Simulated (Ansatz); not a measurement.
A series in volume scale on La₃InN

Free energy against uniform scaling of the volume at fixed shape and fractions; periodic cell, basis, potentials, k mesh and filling as listed. The results are calculated, by Ansatz 0.2.0.

The cell before it is scaled or strained (space group Pm-3m, No. 221):
```
CELL_PARAMETERS angstrom
5.12750 0.00000 0.00000
0.00000 5.12750 0.00000
0.00000 0.00000 5.12750
ATOMIC_POSITIONS crystal
La 0.50000 0.50000 0.00000
La 0.00000 0.50000 0.50000
La 0.50000 0.00000 0.50000
In 0.00000 0.00000 0.00000
N 0.50000 0.50000 0.50000
```

Settings of every row: functional r2SCAN; dispersion D3(BJ)+ATM; accuracy medium; potentials PAW; wave cutoff 462.59 eV; density cutoff 1850.4 eV; k mesh 5x5x5; k shift 0x0x0; occupations fermi dirac; smearing width 0.1 eV; spin none.

Limits: coarse k mesh, up to 40 meV an atom off; cutoff under the advised one; odd electron count without spin.

```csv
row,volume scale,V (Å³/atom),pressure (GPa),energy above lowest point (meV/atom)
1,0.92,24.805,6.64,40.4
2,0.9467,25.525,4.06,16.5
3,0.9733,26.242,?,?
4,1,26.962,-0.21,0
5,1.0267,27.682,-1.97,5
6,1.0533,28.399,-3.51,17.4
7,1.08,29.119,-4.87,36.2
```

Question: what pressure and energy above lowest point should row 3 give?

Worked fit of pressure. Take u = (V_r/V)^(2/3) − 1 with V_r = 27.322 Å³ an atom, which is twice the finite (Eulerian) strain; such expansions in the strain, on which the Birch-Murnaghan equation of state is built, carry the rest volume and the bulk modulus. The shown rows have u = 0.06655, 0.0464, 0.00888, -0.00869, -0.02545, -0.04158. Least squares give pressure = −1.118 + 100.32 × u + 244 × u² GPa; a straight line predicts inner rows, each left out in turn, worse (root mean square 0.28 against 0.0034 GPa). All shown rows lie on it to the printed digit. The pressure vanishes at u = 0.0109, or V = 26.88 Å³ an atom, and there the bulk modulus at fixed shape and fractions is B = −V dP/dV = (2/3)(1 + u) dP/du = 71.2 GPa. The withheld row has u = 0.02725, so the fit gives −1.118 + 100.32 × (0.02725) + 244 × (0.02725)² = 1.80 GPa.

The calculation gave 1.79 GPa. The fit lies 0.01 GPa (0.087 % of the column's range) above it, one unit of the last digit.

Worked fit of energy above lowest point. Take u = (V_r/V)^(2/3) − 1 with V_r = 27.322 Å³ an atom, which is twice the finite (Eulerian) strain; such expansions in the strain, on which the Birch-Murnaghan equation of state is built, carry the rest volume and the bulk modulus. The shown rows have u = 0.06655, 0.0464, 0.00888, -0.00869, -0.02545, -0.04158. Least squares give energy above lowest point = 1.55 − 288 × u + 13110 × u² meV/atom; a straight line predicts inner rows, each left out in turn, worse (root mean square 15 against 0.082 meV/atom). The rows lie off it by 0.0, 0.1, 0.0, 0.0, 0.0, 0.0. Its lowest point lies at u = 0.0110, or V = 26.88 Å³ an atom, and the curvature there gives the bulk modulus at fixed shape and fractions, B = (4/9)(1 + u)² E″(u)/V = 71 GPa. The withheld row has u = 0.02725, so the fit gives 1.55 − 288 × (0.02725) + 13110 × (0.02725)² = 3.4 meV/atom.

The calculation gave 3.5 meV/atom. The fit lies 0.1 meV/atom (2.9 % of the value, 0.25 % of the column's range) below it, one unit of the last digit.
